# First return and distinct sites visited: generating functions for a hopping adatom

An adatom on Cu(100) rests in fourfold hollow sites, which form a square lattice, and now and then hops to one of the four nearest hollows. How likely is it to come back to its starting site, and how many different sites has it seen after $n$ hops? Both answers follow from one function, the lattice Green's function at the origin. At each **Predict**, commit to an answer before reading on.

## 1. Premises and conventions

1. The sites form an infinite Bravais lattice in $d$ dimensions, and all sites are equivalent. In Sections 1 to 7 lengths are in units of the hop length.
2. The position after $n$ hops is $X_n=\xi_1+\dots+\xi_n$ with $X_0=0$. The steps $\xi_i$ are independent and share one distribution $p(\xi)$.
3. Explicit results are for equal probability $1/2d$ of each nearest-neighbour hop on the chain, the square lattice and the simple cubic lattice.

$P_n(r)$ is the probability that $X_n=r$, so $P_0(r)=\delta_{r,0}$ and $\sum_r P_n(r)=1$. $F_n(r)$ is the probability that the walker arrives at $r$ for the first time at hop $n\ge1$; for $r=0$ this means the first return, and $F_0(r)=0$. $S_n$ is the mean number of distinct sites among $X_0,\dots,X_n$. The starting site counts, so $S_0=1$.

For a sequence $a_n$ the generating function is $A(z)=\sum_{n\ge0}a_nz^n$. With $z=e^{-s}$ it is a discrete Laplace transform, and large $n$ corresponds to small $s$. For bounded $a_n$ it converges absolutely when $|z|<1$, so sums may be rearranged there. Two rules are needed. A convolution $c_n=\sum_{j=0}^n a_jb_{n-j}$ has $C(z)=A(z)B(z)$. A partial sum $c_n=\sum_{j\le n}a_j$ is the convolution with $b_j=1$, so $C(z)=A(z)/(1-z)$. We write $P(r,z)$, $F(r,z)$, $S(z)$, and $F(z)\equiv F(0,z)$, $f_n\equiv F_n(0)$.

## 2. The renewal relation

Take a path that is at $r$ at hop $n\ge1$. It reached $r$ for the first time (after hop 0) at exactly one hop $j$ with $1\le j\le n$, so the values of $j$ split the event into disjoint cases.

**Predict.** Given first arrival at $r$ at hop $j$, what is the probability of being at $r$ again at hop $n$?

The steps $\xi_{j+1},\dots,\xi_n$ must add to zero. They are independent of the first $j$ steps, which alone decide the first arrival (premise 2), and they have the law of a fresh walk of $n-j$ hops. The probability is $P_{n-j}(0)$. Including $n=0$ through the initial condition,

$$P_n(r)=\delta_{n,0}\,\delta_{r,0}+\sum_{j=1}^{n}F_j(r)\,P_{n-j}(0).\tag{1}$$

The convolution rule turns this into $P(r,z)=\delta_{r,0}+F(r,z)P(0,z)$. Setting $r=0$ gives $P(0,z)\,[1-F(z)]=1$, which shows that $P(0,z)\neq0$ for $|z|<1$. Division is therefore allowed:

$$F(z)=1-\frac{1}{P(0,z)},\qquad F(r,z)=\frac{P(r,z)}{P(0,z)}\quad(r\neq0).\tag{2}$$

## 3. The return probability

First returns at different hops are disjoint events, so the probability of ever returning is $R=\sum_n f_n$. All terms are non-negative, so monotone convergence gives $R=\lim_{z\to1^-}F(z)$, and likewise $P(0,z)$ rises to $P(0,1)=\sum_nP_n(0)$, the mean number of visits to the origin, which may be infinite. Then

$$R=1-\frac{1}{P(0,1)}.\tag{3}$$

Return is certain exactly when $P(0,1)$ diverges. Inverted, (3) reads $P(0,1)=1+R+R^2+\dots$, the mean of a geometric number of visits.

## 4. Distinct sites

Let $\Delta_k$ be the probability that the site occupied at hop $k$ is new, with $\Delta_0=1$. Counting each site at the hop of its discovery, and using linearity of the mean, $S_n=\sum_{k=0}^n\Delta_k$. For $k\ge1$ a new site is a first arrival at some $r\neq0$, and different $r$ exclude each other, so $\Delta_k=\sum_{r\neq0}F_k(r)$.

**Predict.** Insert (2). Which sum rule removes all sites $r\ne0$ from the result?

Normalisation: $\sum_rP(r,z)=\sum_nz^n=1/(1-z)$. Hence

$$\Delta(z)=1+\frac{1}{P(0,z)}\left[\frac{1}{1-z}-P(0,z)\right]=\frac{1}{(1-z)P(0,z)},$$

and the partial-sum rule gives

$$S(z)=\frac{1}{(1-z)^2\,P(0,z)}.\tag{4}$$

By (2), $\Delta(z)=[1-F(z)]/(1-z)$, that is

$$\Delta_k=1-\sum_{j\le k}f_j.\tag{5}$$

The chance that hop $k$ finds a new site equals the chance of no return within $k$ hops. The direct reason is that the site $X_k$ is new when none of the sums $\xi_k,\ \xi_k+\xi_{k-1},\dots$ vanishes, and the steps read in reverse order have the same joint law as in forward order.

## 5. The Green's function at the origin

Let $\lambda(k)=\sum_\xi p(\xi)e^{ik\cdot\xi}$. Independence makes the Fourier transform of $P_n(r)$ equal to $\lambda^n$. Inverting at $r=0$ and summing the geometric series,

$$P(0,z)=\int\frac{d^dk}{(2\pi)^d}\,\frac{1}{1-z\lambda(k)},\qquad \lambda=\frac1d\sum_{i=1}^d\cos k_i,$$

over $-\pi<k_i\le\pi$, the form of $\lambda$ being that of premise 3. Write $1/x=\int_0^\infty e^{-xt}dt$ for the positive denominator. The $k$ integrals factorise, and each gives a modified Bessel function, $I_0(x)=(2\pi)^{-1}\int_{-\pi}^{\pi}e^{x\cos k}dk$:

$$P(0,z)=\int_0^\infty e^{-t}\,[I_0(zt/d)]^d\,dt.\tag{6}$$

**Predict.** For large $x$, expanding $\cos k\approx1-k^2/2$ gives $I_0(x)\sim e^x/\sqrt{2\pi x}$. For which $d$ is $P(0,1)$ finite?

At $z=1$ the integrand decays as $(d/2\pi t)^{d/2}$. The integral diverges for $d=1,2$, where $R=1$, and converges for $d\ge3$, where $R<1$. This is Pólya's theorem.

**Chain.** A return after $2m$ hops needs $m$ hops each way, so $P_{2m}(0)=u_m\equiv\binom{2m}{m}4^{-m}$, and odd terms vanish. The binomial series $(1-w)^{-1/2}=\sum_mu_mw^m$ gives

$$P(0,z)=(1-z^2)^{-1/2},\qquad F(z)=1-\sqrt{1-z^2}.$$

**Square lattice.** The four hops $(\pm1,0),(0,\pm1)$ change the pair $(x+y,\,x-y)$ by the four sign combinations $(\pm1,\pm1)$ with equal probability. So $x+y$ and $x-y$ are two independent chain walks, and $P_{2m}(0)=u_m^2$. Define $K(w)=\int_0^{\pi/2}(1-w\sin^2\theta)^{-1/2}d\theta$, with $w$ the parameter (the squared modulus). Expanding the integrand binomially and using $\int_0^{\pi/2}\sin^{2m}\theta\,d\theta=\tfrac{\pi}{2}u_m$,

$$P(0,z)=\sum_mu_m^2z^{2m}=\frac2\pi K(z^2)=1+\tfrac14z^2+\tfrac{9}{64}z^4+\tfrac{25}{256}z^6+\dots\tag{7}$$

Equation (1) at $r=0$ is a recursion, $f_n=P_n(0)-\sum_{j=1}^{n-1}f_jP_{n-j}(0)$. It gives $f_2=\tfrac14$, $f_4=\tfrac5{64}$, $f_6=\tfrac{11}{256}$, $f_8=\tfrac{469}{16384}$, $f_{10}=\tfrac{1379}{65536}$.

**Predict.** Find $S_3$ by counting paths, then from (5).

Hop 1 is always new. Hop 2 is new unless it reverses hop 1, so $\Delta_2=\tfrac34$. By parity hop 3 can only revisit $X_1$, which is one of the four neighbours of $X_2$, so $\Delta_3=\tfrac34$. Equation (5) gives the same values, and $S_3=\tfrac72$.

For $w\to1$ put $y=1-w$ and $\phi=\pi/2-\theta$, so that the radicand is $D=y+w\sin^2\phi$. Split $1=\cos\phi+(1-\cos\phi)$. The first piece is elementary, $\int_0^{\pi/2}\cos\phi\,D^{-1/2}d\phi=w^{-1/2}\,\mathrm{arsinh}\sqrt{w/y}=\ln(2/\sqrt y)+o(1)$. In the second, $D\ge\sin^2\phi$, so the integrand is bounded by its limit $\tan(\phi/2)$, and dominated convergence gives $\int_0^{\pi/2}\tan(\phi/2)\,d\phi=\ln2$. Thus $K=\tfrac12\ln(16/y)+o(1)$, and with $y=1-z^2\approx2(1-z)$,

$$P(0,z)=\frac1\pi\ln\frac{8}{1-z}+o(1).\tag{8}$$

**Simple cubic lattice.** Factor $1-z\lambda=(1-\tfrac z3\cos k)\,[1-\zeta(\cos k_x+\cos k_y)/2]$ with $k=k_z$ and $\zeta=2z/(3-z\cos k)$. The $k_x,k_y$ integral is the square-lattice function (7) at argument $\zeta$, so

$$P(0,z)=\frac{2}{\pi^2}\int_0^\pi\frac{K(\zeta^2)}{1-\frac z3\cos k}\,dk.$$

Quadrature at $z=1$ gives $P(0,1)=1.5164$, hence $1-R=0.6595$ and $R=0.3405$.

## 6. Leading growth of $S_n$

Small $1-z$ probes large $n$, but passing from $z\to1$ back to the sequence needs a condition that excludes oscillation. We use the Tauberian theorem of Hardy, Littlewood and Karamata as a quoted result. Let $a_k\ge0$ and $A(z)\sim(1-z)^{-\rho}\mathcal L(1/(1-z))$ as $z\to1^-$, with $\rho\ge0$ and $\mathcal L$ slowly varying, meaning $\mathcal L(cu)/\mathcal L(u)\to1$ for each fixed $c>0$. Then

$$\sum_{k\le n}a_k\sim\frac{n^\rho\mathcal L(n)}{\Gamma(\rho+1)}.$$

The gamma function can be checked on $A=(1-z)^{-\rho}$: the partial sums are the coefficients of $(1-z)^{-\rho-1}$, namely $\Gamma(n+\rho+1)/[n!\,\Gamma(\rho+1)]\sim n^\rho/\Gamma(\rho+1)$. We apply the theorem to $a_k=\Delta_k\ge0$, whose partial sums are $S_n$.

**Predict.** Read off $\rho$ and $\mathcal L$ from $\Delta(z)=1/[(1-z)P(0,z)]$ for each lattice.

*Chain.* $\Delta(z)=\sqrt{(1+z)/(1-z)}\sim\sqrt2\,(1-z)^{-1/2}$, so $\rho=\tfrac12$, and $\Gamma(\tfrac32)=\sqrt\pi/2$ gives

$$S_n\sim\sqrt{8n/\pi}.$$

This case can be confirmed exactly. Since $\Delta(z)=(1+z)(1-z^2)^{-1/2}$, $\Delta_{2m}=\Delta_{2m+1}=u_m$. The ratio $u_m/u_{m-1}=(2m-1)/2m$ implies $(2m+1)u_m-(2m-1)u_{m-1}=u_m$, so $\sum_{j\le m}u_j=(2m+1)u_m$ and $S_n=2n\,u_{(n-1)/2}$ for odd $n$. Stirling's formula, $u_m\sim(\pi m)^{-1/2}$, returns $\sqrt{8n/\pi}$.

*Square lattice.* From (8), $\rho=1$ and $\mathcal L(u)=\pi/\ln8u$, so

$$S_n\sim\frac{\pi n}{\ln 8n}\sim\frac{\pi n}{\ln n}.$$

The two forms are equivalent as $n\to\infty$, and the theorem cannot tell them apart.

*Three dimensions.* $\rho=1$ and $\mathcal L=1/P(0,1)$, so by (3)

$$S_n\sim(1-R)\,n.$$

This also follows from (5): $\Delta_k\to1-R$, and the average of a convergent sequence has the same limit. For the first correction on the simple cubic lattice set $\epsilon=1-z$. The tail of (6) gives $P(0,1)-P(0,z)\approx(3/2\pi)^{3/2}\int_0^\infty(1-e^{-\epsilon t})\,t^{-3/2}dt=c\sqrt\epsilon$; the integral is $2\sqrt{\pi\epsilon}$ by parts, so $c=3\sqrt6/2\pi=1.170$. Then $\Delta(z)-(1-R)/\epsilon\sim c\,\epsilon^{-1/2}/P(0,1)^2$. Its coefficients $\Delta_k-(1-R)$ are non-negative by (5), so the theorem applies with $\rho=\tfrac12$, and $S_n\approx0.6595\,n+0.574\sqrt n$.

## 7. Logarithmic corrections on the square lattice

Corrections to $\pi n/\ln n$ are smaller than it only by a factor $1/\ln n$, so they matter at any practical $n$. We get them by inverting the transform.

**One more order in $P$.** The recursion $(m+1)^2u_{m+1}^2=(m+\tfrac12)^2u_m^2$ is equivalent to $w(1-w)P''+(1-2w)P'-P/4=0$ for $P$ as a function of $w=z^2$. The equation keeps its form under $w\to y=1-w$. The point $y=0$ is a regular singular point with a double exponent zero, so $P$ is a power series times $\ln y$ plus a power series. Write $P=A(1+\alpha y)+\beta y+O(y^2\ln y)$ with $A=\pi^{-1}\ln(16/y)$ from Section 5. At order $y^0$ the term $A$ contributes $1/\pi-A/4$, the term $\alpha yA$ contributes $\alpha(A-2/\pi)$, and $\beta y$ contributes $\beta$. Cancellation requires $\alpha=\tfrac14$ and $\beta=-1/2\pi$.

Now set $z=e^{-s}$ and $\Lambda=\ln(8/s)$. Then $y=2s(1-s+\dots)$, $\pi A=\Lambda+s+\dots$, and $\pi P=\Lambda+s+\tfrac12s\Lambda-s=\Lambda(1+\tfrac s2)$ through first order. With $(1-z)^{-2}=s^{-2}(1+s+\dots)$,

$$S(e^{-s})=\frac{\pi\,e^{s/2}}{s^2\Lambda}\,[1+O(s^2)].\tag{9}$$

**Inversion.** Cauchy's formula $S_n=(2\pi i)^{-1}\oint S(z)z^{-n-1}dz$ becomes $S_n=(2\pi i)^{-1}\int_{\sigma_0-i\pi}^{\sigma_0+i\pi}S(e^{-s})e^{ns}ds$ with $\sigma_0>0$. $K(w)$ is analytic off the cut $w\ge1$, and its integrand has positive real part there, so $K$ has no zeros. The contour can be pushed left to $\mathrm{Re}\,s=-\delta$ with a small fixed $\delta>0$, except that it must wrap the cuts starting at $s=0$ ($z=1$) and $s=\pm i\pi$ ($z=-1$). The vertical parts are of order $e^{-n\delta}$.

**Predict.** What does the factor $e^{s/2}$ in (9) do to $n$?

It shifts $n$ to $\tau=n+\tfrac12$. On the loop around $s=0$ put $s=v/\tau$ and $L=\ln8\tau$, so $\Lambda=L-\ln v$ and $1/\Lambda=\sum_j(\ln v)^j/L^{j+1}$. Keep $|v|\ge1$ on the loop; the region of large $|v|$, where this series fails, is suppressed by $e^v$, so termwise integration yields an asymptotic series. Hankel's formula $(2\pi i)^{-1}\int e^vv^{x-2}dv=1/\Gamma(2-x)$, differentiated $j$ times at $x=0$, supplies each term:

$$S_n\simeq\frac{\pi\tau}{L}\left[1+\frac{\mu_1}{L}+\frac{\mu_2}{L^2}+\frac{\mu_3}{L^3}+\dots\right],\qquad\mu_j=\frac{d^j}{dx^j}\frac{1}{\Gamma(2-x)}\bigg|_{x=0}.\tag{10}$$

With $\psi=\Gamma'/\Gamma$ and its derivatives taken at 2, and $\gamma$ Euler's constant, $\mu_1=\psi=1-\gamma=0.4228$, $\mu_2=\psi^2-\psi'=-0.4662$, $\mu_3=\psi^3-3\psi\psi'+\psi''=-1.1465$, and one more derivative gives $\mu_4=-0.589$. The $O(s^2)$ term of (9) and the cut at $z=-1$, where $S\approx1/4P$, both have an integrand of the type $1/\Lambda$ with no power of $s$. Hankel's formula then gives $1/\Gamma(-x)$, which vanishes at $x=0$, so these pieces are of order $1/(nL^2)$.

The same steps for $\Delta(z)\approx\pi/(s\Lambda)$ bring in $1/\Gamma(1-x)$, whose first two derivatives at $x=0$ are $-\gamma$ and $\gamma^2-\pi^2/6=-1.312$:

$$\Delta_n\simeq\frac\pi L\left[1-\frac\gamma L-\frac{1.312}{L^2}+\dots\right].\tag{11}$$

The recursion for $f_n$ with (5) gives $S_n$ exactly, which tests the forms.

| $n$ | $\pi n/\ln n$ | $\pi n/\ln 8n$ | (10) through $\mu_3$ | recursion |
|---|---|---|---|---|
| 10 | 13.64 | 7.17 | 7.88 | 7.88 |
| 100 | 68.22 | 47.00 | 49.51 | 49.50 |

At $n=10$ the leading form even exceeds the maximum possible count of 11 sites.

## 8. From hops to time

If hops occur at random with total rate $\Gamma_h$, their number in time $t$ is Poisson distributed, and the mean count is $\bar S(t)=\sum_nS_n\,e^{-\Gamma_ht}(\Gamma_ht)^n/n!$. The Laplace transform of the $n$th weight is $\Gamma_h^n/(\sigma+\Gamma_h)^{n+1}$, so

$$\int_0^\infty\bar S(t)\,e^{-\sigma t}dt=\frac{1}{\sigma+\Gamma_h}\,S\!\left(z=\frac{\Gamma_h}{\sigma+\Gamma_h}\right).$$

For small $\sigma$, $1-z\approx\sigma/\Gamma_h$, so the leading laws hold with $n\to\Gamma_ht$. The first change is half the Poisson variance, which equals the mean $n$, times the curvature of $S_n$. On the square lattice the curvature is $d(\pi/L)/dn\approx-\pi/nL^2$, and the change is about $-\pi/2L^2$, a small fraction of one site.

## 9. Range of validity

- Equations (1) to (5) are exact for independent, identically distributed steps on an infinite lattice of equivalent sites in any dimension. No symmetry of $p(\xi)$ was used.
- They fail when successive hops are correlated, as when an atom that has not lost its energy after one barrier crossing tends to continue or to recross. Such events become rare when the barrier is many times $k_BT$.
- They fail when sites differ: near step edges, impurities or other adatoms. On a terrace the infinite-lattice result needs the root-mean-square displacement $b\sqrt n$, with $b$ the hop length, to stay well below the distance to the nearest such feature. On a finite set of sites $S_n$ saturates.
- The constants $\sqrt{8/\pi}$, $\pi$, 8 and 0.6595 belong to the nearest-neighbour walks of premise 3. For an unbiased two-dimensional walk that can reach every site, with step covariance matrix $\Sigma$ and area $\Omega$ per site, $1-\lambda\approx\tfrac12k^T\Sigma k$ near $k=0$. The integral of $\Omega/(2\pi)^2$ times $1/(s+\tfrac12k^T\Sigma k)$ gives $P\sim\Omega\ln(1/s)/(2\pi\sqrt{\det\Sigma})$, so $S_n\sim(2\pi\sqrt{\det\Sigma}/\Omega)\,n/\ln n$. A fraction $q<1$ of independent double-length jumps changes $\pi$ to $\pi(1+3q)$, counting landing sites only.
- If motion went by exchange with a substrate atom, each event would displace the adatom position diagonally by $\sqrt2\,b$. The reachable hollows again form a square lattice, so $S_n$ per event would be unchanged while the area per site doubled.
- The relative corrections to the leading laws are of order $1/n$ on the chain, $n^{-1/2}$ on the simple cubic lattice and $1/\ln n$ on the square lattice.
- $S_n$ is a mean over walks; (4) says nothing about the spread between walks.

## 10. Illustration: $10^4$ hops on Cu(100) at 200 K

**Inputs.** The lattice constant is taken as approximately 3.61 Å, so $b=3.61/\sqrt2=2.55$ Å. The compiled linear expansion coefficient of $16.5\times10^{-6}$ K$^{-1}$ at 293 K (Kaye and Laby Online, NPL) puts the contraction over 93 K of cooling at roughly 0.15 %, which is ignored. The rate is modelled as $\Gamma_h=4\nu e^{-E/k_BT}$, with $\nu$ the attempt frequency per direction. We estimate $\nu=k_B\Theta_D/h=7.15\times10^{12}$ s$^{-1}$ from the compiled bulk Debye temperature of 343 K (Wikipedia); this fixes only the order of magnitude of an adatom prefactor. The barrier $E=0.45$ eV is an assumed, typical value.

**Time.** $k_BT=0.017235$ eV, $E/k_BT=26.11$, $e^{-26.11}=4.58\times10^{-12}$, so $\Gamma_h=131$ s$^{-1}$ and $10^4$ hops take about 76 s in the model. The root-mean-square displacement is 25.5 nm, so the terrace must be clean and much wider than that.

**Predict.** Is $\pi n/\ln n$ too high or too low at $n=10^4$, and by about how much?

Here $L=\ln80004=11.290$ and $\pi\tau/L=2783$. The bracket in (10) is $1+0.03745-0.00366-0.00080=1.03299$, so

$$S_n\approx2875.$$

The first omitted term is $\mu_4/L^4=-3.6\times10^{-5}$ in relative size, about 0.1 site, and the Poisson spread of the hop number lowers the count by about 0.012 site. The leading form $\pi n/\ln n=3411$ is 19 % too high, while $\pi n/\ln8n=2783$ is 3 % too low. Each visited site has been occupied $10001/2875=3.48$ times on average. The visited sites cover $2875\,b^2=187$ nm$^2$, equal to 9 % of the area $\pi nb^2$ of the circle of root-mean-square radius. Although $R=1$, equation (11) gives $\Delta_n=0.26$: about a quarter of such walkers have not yet returned to their starting hollow. The same number of hops would find about 160 sites on a chain and about $6.65\times10^3$ on a simple cubic lattice.

The count of 2875 sites depends only on the lattice walk and on $n$. The time of 76 s is the model's. Barriers typically quoted for Cu hopping on Cu(100) spread over roughly 0.35 to 0.55 eV, the assumed value lies in the middle, and a shift of 0.10 eV at 200 K changes the rate by a factor $e^{0.10/0.017235}\approx3.3\times10^2$. The real time for $10^4$ hops may therefore be shorter or longer than the model's by up to a few hundred times.